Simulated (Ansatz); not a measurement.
Ligand exchange: Sn(CH3)Cl + C2H4S → Sn(CH3)(SH) + C2H3Cl

Gas-phase species: Sn(CH3)Cl, singlet; C2H4S `C=CS`, singlet; Sn(CH3)(SH), singlet; C2H3Cl `C=CCl`, singlet. The partners trade Cl for SH: Sn–Cl and C–SH bonds give way to Sn–SH and C–Cl.

Shapes, held fixed at every level: PBE0-D4/def2-TZVP. Flexible molecules stand in one conformer, not always the lowest. Programs: Ansatz 0.2.0. Electronic energies: no zero-point or thermal term.

(1) Estimate ΔE of this reaction.

Answers

(1) The highest level, CCSD(T)/def2-TZVPP, gives ΔE = +42.1 kJ/mol; the levels span +40.9 to +48.2. The column of differences is taken from that level and isn't an error. No measured value is set beside it here. For atoms past krypton def2 sets carry core potentials with scalar relativity. Outer-core shells of Sn are correlated, in sets that cover them unevenly.

```csv
level,kind,ΔE (kJ/mol),less CCSD(T)/def2-TZVPP
PBE-D4/def2-TZVPP,GGA,+40.9,-1.2
PBE0-D4/def2-TZVPP,global hybrid,+43.9,+1.8
wB97X-V/def2-TZVPP,range-separated hybrid,+48.2,+6.1
B2PLYP/def2-TZVPP,double hybrid,+46.1,+4.0
MP2/def2-TZVPP,perturbation theory,+43.3,+1.2
CCSD/def2-TZVPP,coupled cluster or CI,+44.9,+2.8
CCSD(T)/def2-TZVPP,coupled cluster or CI,+42.1,0.0
```

The exchange is uphill at every level, with CCSD(T) at +42.1 kJ/mol, so chlorine prefers tin and the thiol group prefers the vinyl carbon. The main reason is probably bond polarity. Tin is much more electropositive than carbon, and it gains more from binding the more electronegative chlorine than carbon does, whereas sulfur forms a comparatively strong, largely covalent bond to carbon. Conjugation of the sulfur lone pair with the C=C bond, usually stronger than that of chlorine, should also favour the reactants. Lone-pair donation into the empty 5p orbital of the stannylene may partly offset this, since sulfur is generally the better π donor.

Both sides contain the same broad classes of bond, which helps explain why such different methods agree on the sign and approximate size. The closeness of PBE to CCSD(T) may therefore reflect cancellation in this exchange rather than accurate individual bond energies. The result doesn't establish whether the exchange is kinetically accessible.
